The AFQMC level with the poorest trial function, ph-AFQMC/HF, lands closer to the best estimate for silane than any other level in the cc-pVQZ basis (its lead of 41 meV over B3LYP is under two standard errors), and it does so by accident. It overbinds the molecule by about 0.1 eV, while the finite basis underbinds it by slightly more, and the two errors nearly cancel. Replacing the trial function in the same basis exposes the cancellation, and most of the overbinding can be traced to the free silicon atom.

Atomization energy of silane (SiH₄) at wave-function and density-functional levels, computed with Ansatz 0.2.0 and an in-house AFQMC program (afq 1) at the PBE0/def2-TZVP geometry. The basis is cc-pVQZ except in the rows marked CBS, and the correlated wave-function levels keep the cores frozen. The best estimate is CCSD(T) at the basis limit plus a small step to a higher reference level, and it carries a noise of 3 meV.

```tsv
level	this level less the best estimate at the basis limit (meV)	statistical noise, one standard error (meV)
HF	-3007.0	0.000
MP2	-475.0	0.000
CCSD	-174.0	0.000
CCSD(T)	-135.0	0.000
ph-AFQMC/HF	-26.0	24.000
ph-AFQMC/CISD	-123.0	5.000
released AFQMC	-132.0	3.000
free AFQMC	-144.0	9.000
HF/CBS	-2965.0	0.000
MP2/CBS	-329.0	0.000
CCSD(T)/CBS	1.0	0.000
PBE	-512.0	0.000
r2SCAN	-147.0	0.000
PBE0	-437.0	0.000
B3LYP	-67.0	0.000
wB97M-V	-92.0	0.000
B2PLYP	-142.0	0.000
```

A negative entry means that the atomization energy, the energy needed to pull SiH₄ apart into free atoms, comes out too small. The reference is itself a calculation, with frozen cores and without zero-point or spin-orbit terms, so the column does not measure distance from nature. It refers to the basis limit, whereas only the three rows marked CBS are taken to that limit. Every other entry therefore holds two errors at once, one of the method and one of the basis.

**From HF to CCSD(T).** Hartree–Fock misses 3.0 eV because it leaves out the correlated motion of electrons, and bonding creates new pairs to correlate. The valence shell of silicon holds one closed pair, 3s², and two 3p electrons of parallel spin; a hydrogen atom has a single electron. Silane has four bond pairs, three more than the free atoms. The loss is thus about 1 eV for each new pair, a share that also includes the correlation between different pairs. The figure is a net balance and not the energy of a pair. At the CCSD(T) level silane holds 5.0 eV of correlation energy, and subtraction leaves about 2.2 eV for the silicon atom, whose one closed pair also correlates with the two 3p electrons. The count is therefore only a rough first guess of the Hartree–Fock error in a similar hydride.

The next rows recover this energy step by step. MP2 correlates the pairs only to second order, in which the excited electrons do not yet respond to one another, and it remains well short. CCSD lets the pairs adjust to each other, and the triple excitations of CCSD(T) add another 39 meV (174 − 135). There the climb seems to stall, at −135 meV.

The stall belongs to the basis. When CCSD(T) is taken to the limit its atomization energy rises by 136 meV, whereas that of Hartree–Fock rises by only 42 meV. Theory explains the difference: a correlated wave function must describe how two electrons avoid each other at short distance, and smooth orbital products do this slowly. The cc-pVQZ set is also known to be short of tight d functions on silicon, though their share is not tested here. The limit itself is extrapolated from another family of basis sets, def2-TZVPP and def2-QZVPP, so these shifts also carry the error of that extrapolation.

This suggests a simple model for the correlated wave-function rows:

error against the limit = basis error + method error.

The basis error is taken as −136 meV for all of them, since each method has to build the same short-range structure from the same functions. That constant comes from the two CCSD(T) rows alone. MP2, which played no part in setting it, shifts by 146 meV, so the assumption holds there to 10 meV. The output printed after this text gives the model's result for CCSD and the four AFQMC levels.

**The four AFQMC rows.** Three of them lie where the model puts an accurate method in this basis, between −123 and −144 meV. ph-AFQMC/HF lies at −26 meV. Removing the common basis error turns this into −26 + 136 = +110 meV, a clear overbinding. A direct comparison with released AFQMC in the same basis needs no model and gives almost the same answer, 106 meV, or 4.4 standard errors.

The name of the level points to the cause. AFQMC represents the wave function by a swarm of walkers, each a single determinant, whose weights acquire complex phases as they move. Left alone, these phases cancel one another and the signal drowns in noise. The phaseless constraint prevents this by judging each walker's phase against a trial function. With an exact trial it would do no harm; with an approximate one it biases the energy, and the quoted noise does not include that bias. Free AFQMC works without the constraint, but its noise leaves out whatever may remain of its starting state.

Apart from run settings such as length, two rows differ only in the trial. One uses the Hartree–Fock determinant, the other a CISD function that also contains single and double excitations. The better trial lowers the atomization energy by 97 meV and brings it to within 9 meV of released AFQMC, in which the constraint is lifted for a short final stretch. The basis and the constraint are the same in both rows, so the break comes from the single-determinant trial.

**Where the bias sits.** An atomization energy is the energy of the atoms less that of the molecule, so an error in either can produce the break. In the same calculations the molecule with the Hartree–Fock trial lies 19 meV below the released result, with a noise of 22 meV, which is no resolved difference. Subtraction leaves 106 − 19 = 87 meV for the atoms, with a noise of roughly 10 meV. The free atoms come out too high in energy, and breaking the molecule apart therefore seems to cost too much.

Hydrogen can be ruled out as the source. It has one electron, and for one electron the Hartree–Fock determinant is already exact within the basis, so the constraint has nothing to distort. That leaves silicon.

The likely reason lies in its open shell. In the triplet ground state two of the three 3p orbitals hold one electron each, and the third is empty and not far above 3s. Several things then escape a single determinant. The 3s pair can be excited into the empty orbital. A 3s electron can move to 3d while the 3p electrons recouple, and these terms together are expected to weigh about as much. The determinant also picks one orientation of a degenerate state, and the walkers can drift towards the other orientations at no cost in energy. A CISD trial includes both kinds of excitation. Which feature carries the bias is not settled here, because the atomic trial was not varied, and the 3s-to-3p term alone should not be assumed to account for it.

In silane the low-lying vacancy is gone, because the 3s and all three 3p orbitals take part in the bonds. The coupled-cluster amplitudes of the molecule are small, with no double excitation above about 0.02, and its ground state is a non-degenerate closed shell. The weight of the determinant is still only 0.91, so weight alone does not tell a harmless trial from a harmful one; in silane the remainder is spread over many small excitations. What the runs show is a bias that is resolved on the atomic side and not on the molecular side, and so it survives the subtraction. Had both sides been equally biased, the atomization energy would have hidden it.

**The three rows at the limit.** These rows show what is left of a method once the basis error is gone. MP2 still underbinds by 0.33 eV, so a better basis does not rescue it. CCSD(T) ends within 1 meV of the best estimate, but that is largely built in, since the estimate starts from CCSD(T) at the limit. Its agreement with released AFQMC in the common basis, −135 against −132 meV, says more, although the reference was accepted only where such levels agreed reasonably well. In the molecule alone the two energies lie further apart, and the atoms cancel most of that gap.

**The density functionals.** PBE breaks the pattern in its own way. It is known for binding many molecules too strongly, yet it underbinds silane by 512 meV. The basis is an unlikely culprit: if PBE shifted as Hartree–Fock does, 470 meV would remain. Most of the failure therefore belongs to the functional.

The neighbouring rows show which change of functional helps. Mixing in a quarter of exact exchange, as PBE0 does, recovers only 75 meV, whereas r2SCAN recovers 365 meV relative to PBE. r2SCAN also uses the kinetic-energy density of the orbitals, which lets it recognize regions dominated by a single electron pair, such as an Si–H bond. That this is what repairs silane is only a guess, because the two functionals differ in other respects too. B3LYP speaks against it as a general rule: it does not use the kinetic-energy density, yet it removes most of PBE's error as well.

The smaller functional errors should not be ranked finely. Their own basis shifts were not measured, and these calculations include the core electrons while the reference freezes them. B3LYP at −67 meV and wB97M-V at −92 meV are therefore too close to separate.

It matters where an error sits. A bias carried by the free silicon atom enters every atomization energy of a silicon compound computed in this way. It cancels from a reaction energy without the free atom, but fragments such as SiH₂, which keep an empty 3p orbital, or open-shell radicals may carry a trial bias of their own and need the same check with a better trial.

The analysis program printed:

```
Basis shift of HF, cc-pVQZ to limit, meV: 42
Basis shift of MP2, meV: 146
Basis shift of CCSD(T), taken as common shift, meV: 136
Common shift less MP2 shift, meV: -10
Scaled-correlation model less MP2 shift, meV: -21.13
CCSD after common shift, meV: -38
ph-AFQMC/HF after common shift, meV: 110
ph-AFQMC/CISD after common shift, meV: 13
Released AFQMC after common shift, meV: 4
Free AFQMC after common shift, meV: -8
ph-AFQMC/HF less released AFQMC, same basis, meV: 106
Noise of that difference, meV: 24.19
That difference in standard errors: 4.383
ph-AFQMC/HF less ph-AFQMC/CISD, change of trial only, meV: 97
ph-AFQMC/CISD less released AFQMC, meV: 9
Molecule, energy with HF trial less released, meV: -18.72
Noise of that molecular difference, meV: 22.21
Atoms by subtraction, HF trial less released, meV: 87.28
Rough noise of the atoms with HF trial, meV: 9.573
Atoms by subtraction, CISD trial less released, meV: 7.45
PBE error if its basis shift were that of HF, meV: -470
PBE0 less PBE, meV: 75
r2SCAN less PBE, meV: 365
```
